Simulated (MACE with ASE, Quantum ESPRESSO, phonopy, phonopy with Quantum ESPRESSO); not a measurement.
# Transverse optical mode of zinc-blende GaP against volume: Grüneisen parameter from PBE+D3(BJ) and MACE-MPA-0

A small GaP crystal in a liquid-filled pressure cell can serve as an optical pressure gauge: a Raman spectrometer reads its transverse optical line, and the shift of the line gives the pressure. The gauge needs one calibration point. The brief sets a pressure of at most 2 GPa at that point, a shift of at least 5 cm⁻¹ from the zero-pressure line, and a reading error of 0.5 cm⁻¹.

The calculated quantity is the highest zone-centre mode without the macroscopic field, which corresponds to the transverse line. Shifts are taken from the mode at V/V0 = 1 of the same level of theory, upward positive. The problem is to choose the calibration point, and to find whether PBE+D3(BJ) and the machine-learned potential MACE-MPA-0 would give the gauge the same scale.

## Set-up

One crystal, GaP (zinc-blende), taken from a measured cell of the Crystallography Open Database (known phase), directly or through a relaxation at another level, and relaxed at each level to its static volume V0; then scaled volumes, with shape and atoms relaxed at fixed volume where symmetry leaves them free. Quantum ESPRESSO 7.5 rows: plane waves at 45 Ry, no spin, finite atomic displacements in 2×2×2 supercells with phonopy 4.10. Machine-learned potentials: finite atomic displacements of 0.02 Å in 3×3×3 supercells with phonopy 4.10. The same in all rows: lowest frequency along the high-symmetry path, interpolated; zero means stable, negative imaginary: 0.0 cm⁻¹.

Notes on method and selection:

- Minus the slope of ln ω against ln V is the mode Grüneisen parameter.
- Harmonic values at the static lattice; measured values carry thermal expansion and anharmonic shifts at their temperature.
- MACE-MPA-0 is a published machine-learned interatomic potential trained on PBE and PBE+U data; it has no electrons, no dipole term and hence no LO-TO splitting.
- Runs that did not converge, have known faults or may not be shown are not listed, and runs on Ansatz's PAW sets soft_1 and soft_2 are kept to separate tables.

Columns:

- volume (Å³): volume per atom.
- pressure (GPa): static pressure at that volume, compression positive.
- highest Γ mode (cm⁻¹): highest optical mode at the zone centre, without the macroscopic field (no LO-TO term).

## The series

| member | level of theory | volume (Å³) | pressure (GPa) | highest Γ mode (cm⁻¹) |
| --- | --- | --- | --- | --- |
| V/V0 = 0.97 | MACE-MPA-0 medium | 20.256 | 2.54 | 341.4 |
| V/V0 = 0.985 | MACE-MPA-0 medium | 20.569 | 1.24 | 336.0 |
| V/V0 = 1 | MACE-MPA-0 medium | 20.882 | 0.00 | 330.7 |
| V/V0 = 1.015 | MACE-MPA-0 medium | 21.196 | −1.16 | 324.8 |
| V/V0 = 1.03 | MACE-MPA-0 medium | 21.509 | −2.24 | 319.0 |
| V/V0 = 1.05 | MACE-MPA-0 medium | 21.927 | −3.57 | 311.6 |
| V/V0 = 0.97 | PBE+D3(BJ), GBRV (Quantum ESPRESSO) | 19.482 | 2.77 | 374.6 |
| V/V0 = 0.985 | PBE+D3(BJ), GBRV (Quantum ESPRESSO) | 19.783 | 1.32 | 367.7 |
| V/V0 = 1 | PBE+D3(BJ), GBRV (Quantum ESPRESSO) | 20.084 | −0.01 | 361.1 |
| V/V0 = 1.015 | PBE+D3(BJ), GBRV (Quantum ESPRESSO) | 20.386 | −1.24 | 354.6 |
| V/V0 = 1.03 | PBE+D3(BJ), GBRV (Quantum ESPRESSO) | 20.687 | −2.37 | 348.3 |
| V/V0 = 1.05 | PBE+D3(BJ), GBRV (Quantum ESPRESSO) | 21.089 | −3.74 | 340.2 |

Least-squares fits to the whole series, with x = volume (Å³); R² and errors in the fitted variable (y, or ln y where the fit is in ln y):

| y | level of theory | members | fit | R² | rms residual | leave-one-out rms | the same for the mean of the others |
| --- | --- | --- | --- | --- | --- | --- | --- |
| highest Γ mode (cm⁻¹) | MACE-MPA-0 medium | 6 | ln y = 9.31573 − 1.15709 ln x | 1.00 | 0.0012 | 0.0021 | 0.037 |
| highest Γ mode (cm⁻¹) | PBE+D3(BJ), GBRV (Quantum ESPRESSO) | 6 | ln y = 9.5336 − 1.2149 ln x | 1.00 | 1.1×10⁻⁴ | 1.9×10⁻⁴ | 0.039 |

## What drives the series

The mode falls at every step of increasing volume at both levels. The mode Grüneisen parameter is $\gamma = -\,d\ln\omega/d\ln V$, and the fits give 1.21 for PBE+D3(BJ) and 1.16 for MACE-MPA-0, a difference of about 5%.

That near agreement is an average over two different situations. On expansion from V/V0 = 1 to 1.05 the levels coincide:

- PBE+D3(BJ): ln(361.1 / 340.2) / ln(21.089 / 20.084) = 1.22
- MACE-MPA-0: ln(330.7 / 311.6) / ln(21.927 / 20.882) = 1.22

On compression from V/V0 = 1 to 0.97 they part:

- PBE+D3(BJ): ln(374.6 / 361.1) / ln(20.084 / 19.482) = 1.21
- MACE-MPA-0: ln(341.4 / 330.7) / ln(20.882 / 20.256) = 1.05

The sign follows from the motion. The Ga and P sublattices vibrate against each other, with $\omega^2 = k/\mu$. The reduced mass $\mu$ is fixed, so only the force constant $k$ can change, and shorter bonds are stiffer. At V/V0 = 0.97 in PBE+D3(BJ) the bond is 1.0% shorter and $k$ is larger by the factor (374.6 / 361.1)² = 1.076.

The absolute frequencies differ more than the slopes do. At V/V0 = 1 MACE-MPA-0 lies 361.1 − 330.7 = 30.4 cm⁻¹ lower, in a cell 4% larger. A larger cell is expected, since the potential's PBE training data lack the D3 attraction. Interpolating the PBE+D3(BJ) rows to that larger volume gives 348.3 − (348.3 − 340.2) × (20.882 − 20.687) / (21.089 − 20.687) = 344.4 cm⁻¹. The larger cell thus accounts for 361.1 − 344.4 = 16.7 cm⁻¹ of the gap, and the remaining 344.4 − 330.7 = 13.7 cm⁻¹ is a softer restoring force at equal volume.

## Exceptions

Largest departures from the fit to the whole series:

| member | level of theory | highest Γ mode (cm⁻¹) | fit | computed − fit | computed / fit | in rms residuals (of ln y) |
| --- | --- | --- | --- | --- | --- | --- |
| V/V0 = 1 | MACE-MPA-0 medium | 330.7 | 330.1 | +0.6 | 1.00 | 1.5 |
| V/V0 = 1 | PBE+D3(BJ), GBRV (Quantum ESPRESSO) | 361.1 | 361.0 | +0.1 | 1.00 | 1.4 |
| V/V0 = 0.97 | MACE-MPA-0 medium | 341.4 | 342.0 | −0.6 | 1.00 | 1.4 |
| V/V0 = 1.05 | PBE+D3(BJ), GBRV (Quantum ESPRESSO) | 340.2 | 340.2 | 0.0 | 1.00 | 1.2 |

The PBE+D3(BJ) rows follow one power law to within about 0.1 cm⁻¹, which is the printed rounding.

The MACE-MPA-0 series bends at V/V0 = 1. Its step-by-step Grüneisen parameters, from the most compressed pair to the most expanded, are:

- between V/V0 = 0.97 and 0.985: ln(341.4 / 336.0) / ln(20.569 / 20.256) = 1.04
- between V/V0 = 0.985 and 1: ln(336.0 / 330.7) / ln(20.882 / 20.569) = 1.05
- between V/V0 = 1 and 1.015: ln(330.7 / 324.8) / ln(21.196 / 20.882) = 1.21
- between V/V0 = 1.015 and 1.03: ln(324.8 / 319.0) / ln(21.509 / 21.196) = 1.23
- between V/V0 = 1.03 and 1.05: ln(319.0 / 311.6) / ln(21.927 / 21.509) = 1.22

Rounding of the frequencies can move each by only about 0.02, so it does not explain the jump, although R² still prints as 1.00.

PBE+D3(BJ) shows no such jump, and none is expected in a crystal that keeps its structure. The supercells differ between the levels, but a zone-centre mode fits into either. The place of the jump points to the cutoff radius of the potential, beyond which an atom does not see its neighbours directly. Close to V/V0 = 1 a shell of Ga–P neighbours crosses that radius, and on compression it begins to contribute. The energy can stay smooth there while the slope of the force constant against volume changes abruptly. No run here varies the cutoff, so this cause is untested. The bend is a flaw of the potential, but it does not tell which of its two slopes is nearer to the real crystal, and the smooth PBE+D3(BJ) curve is not thereby shown to have the right slope.

## Meeting the brief

**Screening.** The three expanded rows of each level need negative pressure, which the cell does not supply, and V/V0 = 1 gives no shift. V/V0 = 0.97 needs 2.77 GPa in PBE+D3(BJ) and 2.54 GPa in MACE-MPA-0, both above the limit. V/V0 = 0.985 remains, with these shifts:

- PBE+D3(BJ): 367.7 − 361.1 = 6.6 cm⁻¹ over 1.32 + 0.01 = 1.33 GPa
- MACE-MPA-0: 336.0 − 330.7 = 5.3 cm⁻¹ over 1.24 GPa

Both meet the 5 cm⁻¹ requirement, the second narrowly.

**Gauge scale.** With $S = \Delta\omega/\Delta P$, the sensitivities are 6.6 / 1.33 = 4.96 cm⁻¹/GPa and 5.3 / 1.24 = 4.27 cm⁻¹/GPa. On the PBE+D3(BJ) scale the reading error becomes 0.5 / 4.96 = 0.10 GPa.

The choice of level matters more than the reading error. A shift of 6.6 cm⁻¹ means 1.33 GPa on the PBE+D3(BJ) scale and 6.6 / 4.27 = 1.55 GPa on the MACE-MPA-0 scale, a difference of 1.55 − 1.33 = 0.22 GPa.

**Error of the level.** No measured line is compared here, so the tables cannot say which scale is nearer to the truth. The sensitivities differ by (4.96 − 4.27) / 4.96 = 14%. In $S = \gamma\omega/B$, with $B$ the bulk modulus, all three factors differ between the levels, and $\gamma$ differs most: between V/V0 = 0.985 and 1 it is ln(367.7 / 361.1) / ln(20.084 / 19.783) = 1.20 in PBE+D3(BJ) and 1.05 in MACE-MPA-0. The smaller of the two calculated shifts, 5.3 cm⁻¹, is still above the requirement, but the spread between two calculations is not a bound on the error of either.

**Choice.** The calibration point is V/V0 = 0.985, at about 1.3 GPa. The scale itself has to come from the shift measured there against a known pressure, since the two calculated scales disagree and neither has been tested. The runner-up is V/V0 = 0.97, whose shift of 374.6 − 361.1 = 13.5 cm⁻¹ is twice as large; it would win if the cell were rated for 3 GPa. The pick would fail if the true shift at this point were smaller than the PBE+D3(BJ) value by more than 1.6 / 6.6 = 24%, or smaller than the MACE-MPA-0 value by more than (5.3 − 5) / 5.3 = 6%.

## What to take away

Between V/V0 = 0.97 and 1.05, PBE+D3(BJ) gives a nearly constant Grüneisen parameter of 1.21 for this mode. MACE-MPA-0 gives nearly the same value on expansion and a lower one, 1.05, on compression. The two levels therefore do not give the gauge the same scale, and only a measured shift can decide between them. The value belongs to this mode alone: other modes of the crystal soften under pressure, so it cannot stand in for the average that governs thermal expansion.

Two omitted effects matter for the gauge. The macroscopic field raises the longitudinal mode above the transverse one by a few tens of cm⁻¹, roughly the whole range of either series, so the two Raman lines must not be confused. Warming lowers the transverse line, and an uncorrected gauge would read each 1 cm⁻¹ lost in this way as a pressure too low by 1 / 4.96 = 0.20 GPa on the PBE+D3(BJ) scale, or 1 / 4.27 = 0.23 GPa on the MACE-MPA-0 scale.
